**Forecasting a fractional 4s hole in erbium from Janak's theorem**

The table holds the energy change, the 4s₁/₂ eigenvalue, its mean radius and the deviation from the straight line as 0 to 1 electron is removed from 4s₁/₂ of a spherical all-electron Er atom (Quantum ESPRESSO ld1.x, Dirac Kohn–Sham, PW91, no spin polarisation). The program checks $dE/dx=-\varepsilon$, fits linear, quadratic and cubic polynomials to the eigenvalue on the rows up to 0.8, and forecasts the rows 0.9 and 1.0 with error bars. The curvature $U$ rises from 16.3 to 20.1 eV over the fitted rows while the radius shrinks by only 0.17%, and it stays well below the bare scale of 54 eV. The cubic misses the withheld eigenvalues by 0.014 and 0.026 eV, the first outside its bar only through the rounding of the table, and a constant $U$ misses by up to 0.71 eV. Slater's transition state is 0.21 eV below the computed $E(1)=434.15$ eV and a second-derivative correction closes the gap; $E(1)$ is not a blind test, since the deviation column contains it.

All-electron Dirac Kohn-Sham calculations with Quantum ESPRESSO ld1.x 7.5 and the PW91 functional for a spherical, spin-unpolarised Er atom with a point nucleus. Electrons are removed from 4s1/2, starting from the neutral configuration [Xe] (4f5/2)6 (4f7/2)6 (6s1/2)2, with all other occupations kept fixed.

## Analysis program

```python
# Table: energy change, 4s1/2 eigenvalue and mean radius of Er as a fraction x of a 4s electron is removed
# (ld1.x, spherical all-electron Dirac Kohn-Sham, PW91, no spin). Tested: Janak dE/dx=-eps, curvature U(x),
# Slater transition state; forecast of withheld rows from known rows only (off_line is never fitted).
T = {
    'electrons_removed': [0.0, 0.1, 0.2, 0.3, 0.4, 0.5, 0.6, 0.7, 0.8, 0.9, 1.0],  # electrons
    'energy_change': [0.0, 42.596, 85.359, 128.29, 171.41, 214.71, 258.2, 301.89, 345.77, 389.86, 434.15],  # eV
    'emptied_level_eigenvalue': [-425.15, -426.78, -428.48, -430.25, -432.07, -433.94, -435.87, -437.84, -439.85, -441.91, -444.0],  # eV
    'emptied_level_mean_radius': [0.50803, 0.50793, 0.50782, 0.50772, 0.50761, 0.5075, 0.50739, 0.50728, 0.50716, 0.50704, 0.50692],  # bohr
    'off_line': [0.0, -0.819, -1.472, -1.951, -2.251, -2.366, -2.291, -2.021, -1.552, -0.88, 0.0],  # eV
}
HELD = [9, 10]  # rows withheld from the fit
import numpy as np
from scipy.constants import physical_constants as pc
Ha = pc['Hartree energy in eV'][0]
g = lambda k: np.array(T[k], float)
x, E, e = g('electrons_removed'), g('energy_change'), g('emptied_level_eigenvalue')
r, o = g('emptied_level_mean_radius'), g('off_line')
H = sorted(HELD); K = [i for i in range(len(x)) if i not in H]; k = K[-1]
pf, pv = np.polyfit, np.polyval
xk, ek = x[K], e[K]
print("rounding floors: eps 0.005 eV, E 0.005 eV (0.0005 below 100), r 5e-6 bohr, step U 0.1 eV")
U = -np.diff(ek)/np.diff(xk)
J = np.cumsum(-0.5*(ek[1:]+ek[:-1])*np.diff(xk)) - E[K][1:]
c = pf(xk, ek, 3)
print("x | U over step ending at x (eV) | Janak trapezoid - E (eV) | cubic eps residual (eV)")
for j, i in enumerate(K[1:]):
    print(f"{x[i]:.1f} | {U[j]:.1f} | {J[j]:+.4f} | {pv(c,x[i])-e[i]:+.4f}")
assert np.all(U > 0) and np.all(np.diff(U) > 0)
assert np.abs(J).max() < 0.03
assert np.all(np.diff(r[K]) < 0) and U.max() < Ha/r[0]
print(f"U rise first->last known step {100*(U[-1]/U[0]-1):.0f}%; radius change {100*(r[k]/r[0]-1):+.2f}%")
print(f"bare scale e^2/<r> {Ha/r[0]:.0f} eV; U/scale {U[0]*r[0]/Ha:.2f} to {U[-1]*r[k]/Ha:.2f}")
def back(y, d):
    return pv(pf(x[K[:-2]], y[K[:-2]], d), x[K[-2:]]) - y[K[-2:]]
print("eps fits (eV): degree, worst residual, back-test misses, forecasts at withheld x")
for d in (1, 2, 3):
    p = pf(xk, ek, d); res = pv(p, xk)-ek; w = np.abs(res).argmax(); b = back(e, d)
    print(f"deg {d}: {res[w]:+.3f} at x={xk[w]:.1f}; {b[0]:+.3f} {b[1]:+.3f}; " + " ".join(f"{v:.3f}" for v in pv(p, x[H])))
print("cubic coefficients x^3..x^0 (eV): " + " ".join(f"{v:.3f}" for v in c))
m = int(np.argmin(abs(x-0.5))); Um = -pv(np.polyder(c), 0.5); e2 = pv(np.polyder(c, 2), 0.5)
print(f"at x=0.5: U {Um:.2f} eV, -U/8 {-Um/8:.3f} eV, eps'' {e2:.2f} eV, -eps''/24 {-e2/24:.3f} eV")
ep = pv(c, x[H]); be = np.maximum(abs(back(e, 3)), abs(ep-pv(pf(xk, ek, 4), x[H]))) + 0.005
P = np.polyint(-c); Ep = E[k] + pv(P, x[H]) - pv(P, x[k])
bE = 0.005 + np.abs(J).max() + be*(x[H]-x[k])
cr = pf(xk, r[K], 2); rp = pv(cr, x[H])
br = np.maximum(abs(back(r, 2)), abs(rp-pv(pf(xk, r[K], 1), x[H]))/2) + 5e-6
op = Ep - x[H]*Ep[-1]; bo = bE + x[H]*bE[-1]; bo[-1] = 0
print(f"radius quadratic fit: worst residual {np.abs(pv(cr,xk)-r[K]).max():.1e} bohr")
print("x quantity: forecast +- bar | computed | miss (forecast - computed) | in bar")
for j, i in enumerate(H):
    for n, a, b, y, f, fl in (("eps eV", ep, be, e, 3, 0), ("E eV", Ep, bE, E, 3, 0),
                              ("r bohr", rp, br, r, 6, 0), ("off_line eV", op, bo, o, 3, 5e-4)):
        print(f"{x[i]:.1f} {n}: {a[j]:.{f}f} +- {b[j]:.{f}f} | {y[i]:.{f}f} | {a[j]-y[i]:+.{f}f} | {abs(a[j]-y[i]) <= b[j]+fl}")
print("step U forecast (eV): " + " ".join(f"{v:.1f}" for v in -np.diff(np.r_[e[k], ep])/0.1)
      + "; computed: " + " ".join(f"{v:.1f}" for v in -np.diff(e[[k]+H])/0.1))
for n, v in (("-eps(0)", -e[0]), ("Slater -eps(0.5)", -e[m]), ("Slater + correction", -e[m]-e2/24),
             ("-eps(1)", -e[-1]), ("mean of end eigenvalues", -(e[0]+e[-1])/2)):
    print(f"{n}: {v:.2f} eV, less computed E(1): {v-E[-1]:+.2f} eV")
print(f"off_line(0.5) {o[m]:.3f} eV vs -U/8: diff {o[m]+Um/8:+.3f} eV")
print("asymmetry off(1-x)-off(x), x=0.1..0.4 (eV): " + " ".join(f"{o[-1-i]-o[i]:+.3f}" for i in range(1, 5)))
leak = (E[K][1:]-o[K][1:])/xk[1:]
print(f"leak, not used in fits: E(1) implied by off_line of known rows {leak.min():.2f} to {leak.max():.2f} eV")
print(f"whole path: eps change {e[-1]-e[0]:+.2f} eV, radius change {100*(r[-1]/r[0]-1):+.2f}%")
```

Output:

```
rounding floors: eps 0.005 eV, E 0.005 eV (0.0005 below 100), r 5e-6 bohr, step U 0.1 eV
x | U over step ending at x (eV) | Janak trapezoid - E (eV) | cubic eps residual (eV)
0.1 | 16.3 | +0.0005 | -0.0018
0.2 | 17.0 | +0.0005 | -0.0024
0.3 | 17.7 | +0.0060 | +0.0040
0.4 | 18.2 | +0.0020 | +0.0019
0.5 | 18.7 | +0.0025 | -0.0040
0.6 | 19.3 | +0.0030 | +0.0006
0.7 | 19.7 | -0.0015 | +0.0005
0.8 | 20.1 | +0.0030 | +0.0000
U rise first->last known step 23%; radius change -0.17%
bare scale e^2/<r> 54 eV; U/scale 0.30 to 0.37
eps fits (eV): degree, worst residual, back-test misses, forecasts at withheld x
deg 1: +0.266 at x=0.0; +0.324 +0.546; -441.452 -443.293
deg 2: -0.014 at x=0.2; -0.026 -0.066; -441.946 -444.084
deg 3: -0.004 at x=0.5; +0.004 +0.009; -441.896 -443.974
cubic coefficients x^3..x^0 (eV): 0.758 -3.605 -15.977 -425.149
at x=0.5: U 19.01 eV, -U/8 -2.377 eV, eps'' -4.94 eV, -eps''/24 0.206 eV
radius quadratic fit: worst residual 3.8e-06 bohr
x quantity: forecast +- bar | computed | miss (forecast - computed) | in bar
0.9 eps eV: -441.896 +- 0.012 | -441.910 | +0.014 | False
0.9 E eV: 389.857 +- 0.012 | 389.860 | -0.003 | True
0.9 r bohr: 0.507045 +- 0.000013 | 0.507040 | +0.000005 | True
0.9 off_line eV: -0.878 +- 0.027 | -0.880 | +0.002 | True
1.0 eps eV: -443.974 +- 0.026 | -444.000 | +0.026 | True
1.0 E eV: 434.150 +- 0.016 | 434.150 | +0.000 | True
1.0 r bohr: 0.506927 +- 0.000018 | 0.506920 | +0.000007 | True
1.0 off_line eV: 0.000 +- 0.000 | 0.000 | +0.000 | True
step U forecast (eV): 20.5 20.8; computed: 20.6 20.9
-eps(0): 425.15 eV, less computed E(1): -9.00 eV
Slater -eps(0.5): 433.94 eV, less computed E(1): -0.21 eV
Slater + correction: 434.15 eV, less computed E(1): -0.00 eV
-eps(1): 444.00 eV, less computed E(1): +9.85 eV
mean of end eigenvalues: 434.57 eV, less computed E(1): +0.43 eV
off_line(0.5) -2.366 eV vs -U/8: diff +0.011 eV
asymmetry off(1-x)-off(x), x=0.1..0.4 (eV): -0.061 -0.080 -0.070 -0.040
leak, not used in fits: E(1) implied by off_line of known rows 434.14 to 434.16 eV
whole path: eps change -18.85 eV, radius change -0.22%
```
